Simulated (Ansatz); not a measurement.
**Ligand exchange: HCl + C2H3F2I → ICl + C2H4F2**

Gas-phase species: HCl (hydrogen chloride), singlet; C2H3F2I `FCC(F)I`, singlet; ICl (iodine monochloride), singlet; C2H4F2 (1,2-difluoroethane) `FCCF`, singlet. The partners trade H for I: Cl–H and C–I bonds give way to Cl–I and C–H.

Shapes, held fixed at every level: PBE0-D4/def2-TZVP. Flexible molecules stand in one conformer, not always the lowest. Programs: Ansatz 0.2.0. The zero-point and thermal change to 298 K, harmonic and unscaled (PBE0-D4/def2-TZVP), is +9.0 kJ/mol.

Task: Estimate ΔH(298 K) of this reaction.

Result: The highest level, CCSD(T)/def2-TZVPP, gives ΔH(298 K) = +46.3 kJ/mol; the levels span +19.7 to +55.8. The column of differences is taken from that level and isn't an error. No measured value is set beside it here. For atoms past krypton def2 sets carry core potentials with scalar relativity. Outer-core shells of I are correlated, in sets that cover them unevenly.

| level | kind | ΔH(298 K) (kJ/mol) | less CCSD(T)/def2-TZVPP |
| --- | --- | --- | --- |
| HF/def2-TZVPP | Hartree–Fock | +19.7 | -26.6 |
| PBE0-D4/def2-TZVPP | global hybrid | +34.9 | -11.4 |
| wB97M-V/def2-TZVPP | range-separated hybrid | +33.8 | -12.5 |
| wB97X-V/def2-TZVPP | range-separated hybrid | +33.5 | -12.8 |
| B2PLYP/def2-TZVPP | double hybrid | +33.2 | -13.1 |
| MP2/def2-TZVPP | perturbation theory | +55.8 | +9.5 |
| CCSD/def2-TZVPP | coupled cluster or CI | +42.0 | -4.3 |
| CCSD(T)/def2-TZVPP | coupled cluster or CI | +46.3 | 0.0 |

Every level makes the exchange endothermic. Forming C–H in place of C–I releases energy, but not enough to pay for replacing the strong, polar H–Cl bond, with its compact orbital overlap, by the much weaker I–Cl bond. Vibration adds to the cost: hydrogen bound to carbon takes part in a stretch and two bending motions, whereas in HCl it has only a stretch, which accounts for most of the +9.0 kJ/mol correction.

Electron correlation favours the reactants, since Hartree–Fock gives the smallest enthalpy and every correlated treatment raises it. MP2 overshoots, CCSD pulls the value back and the triples raise it again, so the correlation contribution is not captured well at second order. The four density functionals lie close together but below CCSD, and their mutual agreement is no proof of accuracy; part of the gap may reflect the slower basis-set convergence of the coupled-cluster energies. The sign is therefore well supported, the exact magnitude less so, and an enthalpy of reaction says nothing about the barrier.
